Q: I have described a single sheet of ZrTeSe by eleven Wannier functions. Five started as d orbitals on Zr, three as p orbitals on Se and three as p orbitals on Te. Function x, y and z give the centre of each. In a covalent solid I would look for centres between the atoms, so is this sheet covalent or ionic?

Maximally localised Wannier functions of a ZrTeSe sheet, calculated with Ansatz 0.2.0 using PBE without spin–orbit coupling, PAW, a 420 eV plane-wave cutoff and a 6×6×1 k mesh, at the r2SCAN geometry. The outer window is −10.0 to 9.52 eV and the frozen window −6.0 to 1.52 eV. Windows and on-site energies are measured from the valence top, and centres are Cartesian.

```
row  function spread (angstrom^2)  function on site (eV)  function x (Å)  function y (Å)  function z (Å)
  1                         2.011                  1.596          -0.155           2.302           9.097
  2                         1.926                  2.137           0.013           2.217           9.164
  3                         1.924                  2.160          -0.011           2.203           9.158
  4                         2.011                  1.595           0.002           2.029           9.097
  5                         2.007                  1.630           0.151           2.297           9.087
  6                         2.018                 -1.388           1.915           1.106          10.711
  7                         1.957                 -1.480           1.897           1.138          10.612
  8                         1.957                 -1.480           1.930           1.071          10.612
  9                         2.558                 -0.751           1.916           1.108           7.087
 10                         2.493                 -0.527           1.903           1.135           7.268
 11                         2.493                 -0.525           1.922           1.071           7.268
```

A: Compare the centres with the atoms first. Each Zr has three Se neighbours at 2.70 Å on one side and three Te neighbours at 2.95 Å on the other. No centre lies more than about 0.18 Å from its own atom, which is a small fraction of either bond. The functions are therefore atom-centred, but that does not yet make the sheet ionic.

Q: Why not? The electrons seem to sit on the atoms.

A: A Wannier set divides a chosen group of bands into localised functions, and the division depends on the group. Yours holds the six highest filled bands, which are mostly chalcogen p, together with the empty bands, which are mostly Zr d. With both kinds of function at hand, a bond can be written as a coupling between a p function on one atom and a d function on the next, and neither has to move. Had you used the filled bands alone, each function would have had to carry its share of d character with it, as a tail on Zr.

Q: Then the bond is hidden in the couplings. Can I still see it in the table?

A: You can, if you compare the on-site energies with the bands. Function on site is the energy of an electron confined to one function, measured from the valence top. In the purely ionic picture, twelve electrons fill the six p functions and the five d functions stay empty. Any coupling between p and d then pushes the filled levels down and the empty ones up.

Q: The p functions also couple with one another. Does that not shift the filled bands as well?

A: It spreads them but leaves their mean where it was. Two equal levels that couple move apart by equal amounts, one up and one down. In the crystal, a coupling between copies of the same function in different cells enters with a phase that averages to zero over the mesh, and a coupling between different p functions leaves the sum of their levels unchanged. Filled states made of p functions alone would therefore have exactly the mean p on-site energy as their average. If they lie lower, they must contain some d.

Q: How far below do they lie?

A: Take the average over the three Se and three Te functions, and compare it with the mean of the six filled bands from the same calculation:

mean p on-site energy = (−1.449 − 0.601)/2 = −1.025 eV
mean of the six filled bands = −1.996 eV
lowering = 1.996 − 1.025 ≈ 0.97 eV per band

The filled bands are about 1 eV deeper than p functions alone would make them. Their electrons therefore spend part of their time in the d functions of Zr, and that sharing is the covalent part of the bond. The sheet is polar, with the electrons mainly on the chalcogens, but it is not simply ionic.

Q: Is there a way to check that figure?

A: Coupling cannot change the sum of all eleven levels, so what the six filled bands lose the five empty ones must gain. That asks for a rise of 6 × 0.97/5 ≈ 1.16 eV per band, and the empty bands in fact lie 1.11 eV above the mean d on-site energy. This is a check of the book-keeping, not a second proof of covalency. The small difference arises because the eleven functions do not span exactly these eleven bands: the upper ones had to be separated from a larger group. The averages are printed below this exchange.

Q: So I may quote 0.97 eV as the covalent energy of the sheet?

A: No, it is a band shift that belongs to this set of functions, and another set would divide the energy differently. The outer energy window also cuts through a band of chalcogen s character, so that this band can take part at some mesh points and not at others. How much this changes the p functions is untested. "About 1 eV per filled band" is as much as the figure will bear.

Q: Something else puzzles me. The lowest d function lies 2.12 eV above the highest p function, and mixing pushes the two groups further apart. Yet the band gap is only 0.48 eV.

A: The mixing moves the means apart, to 4.9 eV, but the couplings also turn each set of levels into bands about 4 eV wide. The top of the filled group and the bottom of the empty group therefore come close to each other. The on-site energies alone would give a gap more than four times too wide. Even with the couplings, the model misses the upper empty bands by up to about a quarter of an eV along the band path, though it follows the filled bands and the lowest empty one closely. The 0.48 eV is itself a PBE gap without spin–orbit coupling, and PBE gaps are usually too small.

Q: Now the chalcogens. Why are the Te functions both higher in energy and wider than those of Se?

A: Both differences are already present in the free atoms. The outer p shell of Te is larger and more weakly bound than that of Se. In the table Te p lies 0.85 eV above Se p on average. The electrostatic field of the sheet contributes too, so the atoms account for the order but not for the exact size of the step.

Q: Could the larger spread of Te mean that its bonds are more covalent?

A: The spread is the mean square extent of a function about its centre, and in this set much of the covalency has moved out of the functions into the couplings. The Te functions have on average 1.27 times the spread of the Se functions, which makes them about 13 % wider in length, since √1.27 ≈ 1.13. The simplest reading is the size of the atomic shell. For another chalcogen in the same place, I would first guess the height and width of its p functions from the free atom, and then look at the bands for the mixing.

Q: The five Zr functions fall into two groups. Rows 1, 4 and 5 lie near 1.6 eV, rows 2 and 3 near 2.15 eV. Is that the crystal-field splitting?

A: Only in part, and the centres show why. Se and Te sit directly above one another, so Zr is surrounded by a trigonal prism, and empty hollows lie between the columns of chalcogens. The centres of rows 1, 4 and 5 are shifted sideways towards three such hollows, 120° apart. That pattern fits three equivalent mixtures of the z² orbital with the two in-plane orbitals, x²−y² and xy. The prism is the form that was calculated here: in the bulk, zirconium diselenide and ditelluride have octahedral Zr, and these data do not show which form of the sheet is more stable.

Q: Then their nearly equal energies are not a threefold level?

A: No. Each mixture contains one third of z² and two thirds of the in-plane pair, so each shows the same weighted average. Any splitting between z² and the pair is hidden in the coupling between the three mixtures. The differences of a few hundredths of an eV within the group have no basis in the threefold symmetry of the sheet, and I would give them no chemical meaning.

Q: And rows 2 and 3?

A: They fit xz and yz, whose lobes slant out of the sheet and pass closer to the chalcogens. Electrons there are repelled more strongly by the negative neighbours, which is the standard reason for a higher level in a trigonal prism. The step of 0.54 eV is smaller than the full ligand-field effect should be, because the push from p–d mixing is again in the couplings and not in the on-site energies.

Q: One irregularity is left. On Se the single p function, row 6, lies 0.09 eV above the other two. On Te the single one, row 9, lies 0.22 eV below them.

A: The single function fits p_z, which points out of the sheet, and the other two fit p_x and p_y. My guess for the change between the atoms is the tilt of the bonds. The three Zr–Se bonds are at right angles to one another, so the three p orbitals of Se face the positive Zr neighbours equally. The Zr–Te bonds are steeper, so p_z on Te faces Zr more directly and is held more firmly. This gives the right direction for Te, but it predicts no splitting on Se and so leaves the 0.09 eV there unexplained. Two things weaken the guess for Te as well. The centre of row 9 lies slightly on the far side of Te from Zr, and the outer window cuts through an s band. By symmetry, the s orbital of an atom can mix with its own p_z but not with its own p_x or p_y. The band that is cut is the higher of the two chalcogen s bands, so it should belong mainly to Te, and a share of it would lower p_z there more than on Se. Part of the splitting may therefore come from the choice of window.

Numerical output:

```
Shift of each function from its atom:
  row  sideways in angstrom  upwards in angstrom  total in angstrom
    1                0.1802               -0.033             0.1832
    2               0.01476                0.034            0.03707
    3               0.01304                0.028            0.03089
    4                 0.181               -0.033              0.184
    5                0.1743               -0.043             0.1795
    6               0.00781                0.021            0.02241
    7               0.04016               -0.078            0.08773
    8               0.03523               -0.078            0.08559
    9                  0.01               -0.093            0.09354
   10               0.03569                0.088            0.09496
   11               0.03138                0.088            0.09343
Largest distance of a function from its atom (angstrom): 0.184
Mean on-site energy of Zr d (eV from valence top): 1.824
Mean on-site energy of Se p (eV from valence top): -1.449
Mean on-site energy of Te p (eV from valence top): -0.601
Te p above Se p (eV): 0.8483
Rough recalled free-atom ionisation energy of Se less that of Te (eV): 0.8
Mean spread of Te p over mean spread of Se p (ratio): 1.272
Rows 2 and 3 above rows 1 and 4 and 5 on average (eV): 0.5415
Single p function less its pair on Se (eV): 0.092
Single p function less its pair on Te (eV): -0.225
Squared cosine of the Zr-Se bond with the sheet normal: 0.3333
Squared cosine of the Zr-Te bond with the sheet normal: 0.4384
Mean of the six filled bands (eV from valence top): -1.996
Mean of the five empty bands (eV from valence top): 2.933
Filled bands below the mean p on-site energy (eV per band): 0.9704
Empty bands above the mean d on-site energy (eV per band): 1.11
Mean d less mean p on-site energy (eV): 2.849
Mean empty less mean filled band energy (eV): 4.929
Width of the six filled bands on the mesh (eV): 4.064
Width of the five empty bands on the mesh (eV): 4.071
Lowest d less highest p on-site energy (eV): 2.12
Mean of all on-site energies less mean of all eleven bands (eV): 0.02488
```
